A molecule of hydrogen cyanide stands above a nearly flat molecule of aluminium trichloride, with its hydrogen towards the metal. A density functional calculation gives the electron density of the pair. Wherever two nuclei are joined by a ridge of density, the lowest point of the ridge is a bond critical point: along the ridge the density rises from there towards both nuclei, and across the ridge it falls away. In the table, atom 1 is carbon, 2 nitrogen, 3 hydrogen and 5 aluminium, and the other three are chlorine.

PySCF 2.14.0, Kohn–Sham DFT with the BP86 functional and the def2-SVPD basis: gas-phase single point on a neutral, singlet pair of HCN and AlCl₃ at its GFN2-xTB geometry. Each row is a bond critical point of the electron density (QTAIM), and the atom columns give the numbers of the two atoms it links.

```
row  density (a.u.)  first atom  second atom  laplacian (a.u.)  ellipticity  energy density (a.u.)
  1           0.484       1.000        2.000             0.509        0.000                 -0.903
  2           0.281       1.000        3.000            -1.129        0.000                 -0.314
  3           0.079       5.000        6.000             0.397        0.055                 -0.014
  4           0.079       4.000        5.000             0.397        0.055                 -0.014
  5           0.079       5.000        7.000             0.395        0.057                 -0.014
  6           0.010       3.000        5.000             0.017        0.749                 -0.001
```

The column "density" gives the electron density at each point. The Laplacian is the sum of its three curvatures there, one along the ridge and two across it. The ellipticity compares the two cross curvatures and is zero for a round ridge. The energy density adds the positive kinetic and the negative potential energy of the electrons per volume, so a clearly negative value marks electrons that are held by both nuclei.

Rows 1 and 2, inside hydrogen cyanide

1. Which of the two bonds has more density at its critical point, and is it the shorter one?

The bond between carbon and nitrogen has 1.7 times the density of the bond between carbon and hydrogen, although it is longer by 0.07 Å. Length is a safe guide to density only when the two atoms stay the same. Nitrogen brings a compact valence shell held by a strong nuclear charge, whereas hydrogen brings one electron held by a single proton.

The triple bond helps in a roundabout way. Its two π pairs have no density on the axis, which is where the critical point lies, so they add nothing there directly. They pull the two nuclei together, and the σ electrons on the axis are then squeezed into a shorter space. This is an argument from the shape of the orbitals, since the table doesn't divide the density among them.

2. A positive Laplacian is often read as the mark of a bond without sharing. Why does the triple bond have one?

The sign is the outcome of a contest between curvatures. With λ₁ and λ₂ for the two across the ridge, λ₃ for the one along it, and ε for the ellipticity, the definitions are

Laplacian = λ₁ + λ₂ + λ₃
ε = λ₁/λ₂ − 1

For carbon and nitrogen ε is zero, so the cross curvatures are equal, and the same calculation gives −0.990 for each. The curvature along the bond follows:

λ₃ = 0.509 + 2 × 0.990 = 2.489 (atomic units)

The density is thus strongly gathered onto the axis, as it should be in a shared bond, but a still larger curvature along the axis outweighs this. The place of the point explains why. Nitrogen attracts electrons more strongly, and the point lies only 0.39 Å from carbon but 0.75 Å from nitrogen. So close to carbon the density climbs steeply towards the inner shell, which makes the valley along the bond sharp. In the bond to hydrogen the valley is shallow, the gathering across wins, and the Laplacian is negative.

This split follows from the definitions and involves no fit; the printed output after the text gives the curvatures for all six points. It shows where a sign comes from, but does not by itself say whether electrons are shared. The energy density answers that better, and at −0.903 it is the most negative of the table for the triple bond.

Rows 3 to 5, aluminium and chlorine

3. These Laplacians are positive too. Is this the same kind of bond?

The signs agree, but the magnitudes behind them do not. Between aluminium and chlorine each cross curvature is only about a tenth of that in the triple bond, so there is little gathering for the curvature along the bond to overcome. The energy density is still negative, but about sixty times smaller than in the triple bond. This is the pattern of a polar bond with modest sharing.

The low density, 0.079, has two causes in standard chemistry. Chlorine draws valence electrons away from aluminium, so the critical point lies well on the aluminium side, where few of them remain. Both atoms also have larger inner shells than carbon or nitrogen, which keep the nuclei farther apart.

4. Does so little density mean that these bonds break easily?

It does not, because much of the strength of a polar bond comes from the attraction between opposite charges, which needs no pile of electrons halfway. The point matters in chip making, where aluminium trichloride is a precursor for insulating alumina films and a volatile product when aluminium wiring is etched with chlorine. In the first process the bonds to chlorine are given up, in the second they are formed. How readily either happens depends on energies along the reaction path, and the density at one point is no substitute for them.

Row 6, hydrogen and aluminium

5. The ellipticity of 0.749 is by far the largest of the table. Is it a sign of π bonding?

The first row already warns against this reading: the bond with two π pairs has an ellipticity of zero, because two such pairs at right angles make a round ridge. In the last row the large value comes from dividing one tiny curvature by another. The difference between the two cross curvatures is in fact less than half of that in a bond between aluminium and chlorine, yet the ellipticity is thirteen times larger.

Some difference is expected from the geometry. If hydrogen cyanide stood upright on the threefold axis of a flat aluminium trichloride, symmetry would make the ridge round. It leans a little, and where the density is almost flat across the ridge, even a slight lean can upset the ratio.

6. Does the critical point show that hydrogen and aluminium attract each other?

Picture the density as a landscape with a peak at each nucleus. Two molecules side by side are two groups of peaks, and as the water level sinks, the two islands must join at some pass. That pass is a bond critical point, whether the molecules attract or repel each other. The count agrees: when there are no rings or cages of ridges, as here, the number of nuclei less the number of bond points equals the number of separate pieces. It is 7 − 6 = 1 with the last row and would be 2 without it.

The energy density is slightly negative here, but this does not make the contact a bond either. The ratio of potential to kinetic energy, taken without sign, is 1.11 at the contact and 1.13 between aluminium and chlorine, so it hardly tells the two apart. The amounts do: the density is eight times lower at the contact, and so is the bond order, a measure of shared electron pairs. The charge on the whole hydrogen cyanide molecule also stays within about 0.01 e of zero, so there is practically no net transfer of electrons between the two molecules.

7. What would change if the molecule were turned round, with nitrogen facing aluminium?

That is the usual way in which a nitrile binds to aluminium trichloride. Nitrogen has a lone pair and aluminium an empty orbital to receive it, whereas the hydrogen end has no lone pair to give. By the ordinary chemistry of such adducts, the contact would shorten, the chlorines would bend away and some charge would move to the chloride. The density at the link should then rise well above the present 0.010, while its Laplacian should stay positive, as in other polar bonds of aluminium.

All rows

8. Which digits can be trusted?

The order of the four kinds of link is safe, since each step down is a factor of 1.7 or more. The three bonds to chlorine are chemically alike, and their Laplacians differ by 0.002, so a difference of that size deserves no explanation. Their agreement does not reveal an error common to all three, such as one from the functional or the basis set.

The last row needs the most caution. The nuclei were placed by a simpler tight-binding method, and a loose contact is where such a method can easily misjudge a distance. Density falls off roughly exponentially between molecules, so a modest shift of the hydrogen would change the 0.010 noticeably. The energy density there is −0.00054 before rounding, about half of what the single printed digit suggests. What the row supports is a density far below that of any bond in the table.

Numerical output:

```
Bond measures:
  row  length in angstrom  Mayer bond order  potential to kinetic ratio
    1               1.136             2.615                       1.877
    2               1.067             0.738                       10.93
    3               2.032             0.608                       1.127
    4               2.032             0.602                       1.127
    5               2.034             0.592                       1.127
    6               2.416             0.072                       1.112
Curvatures of the density in a.u.:
  row  along the bond  stronger across  weaker across  difference across
    1           2.489          -0.9901        -0.9901                  0
    2          0.3425          -0.7358        -0.7358                  0
    3          0.5876         -0.09784       -0.09274           0.005101
    4          0.5874         -0.09772       -0.09263           0.005095
    5          0.5844         -0.09735        -0.0921            0.00525
    6         0.02475        -0.004932       -0.00282           0.002112
Density ratio of C-N to C-H: 1.722
Length of C-N less length of C-H in angstrom: 0.069
Density ratio of C-H to mean Al-Cl: 3.557
Density ratio of mean Al-Cl to the H-Al contact: 7.9
Mayer order ratio of mean Al-Cl to the contact: 8.343
Distance of the C-N point from C in angstrom: 0.3893
Distance of the C-N point from N in angstrom: 0.7451
Distance of an Al-Cl point from Al in angstrom: 0.7844
Ellipticity ratio of the contact to mean Al-Cl: 13.46
Ratio of the differences across, contact to mean Al-Cl: 0.4103
Energy density at the contact with more digits in a.u.: -0.00054
Nuclei less all bond points: 1
Nuclei less bond points without the contact: 2
Hirshfeld charge on the whole HCN in e: -0.008
Spread of the Laplacian among the Al-Cl bonds in a.u.: 0.002
```
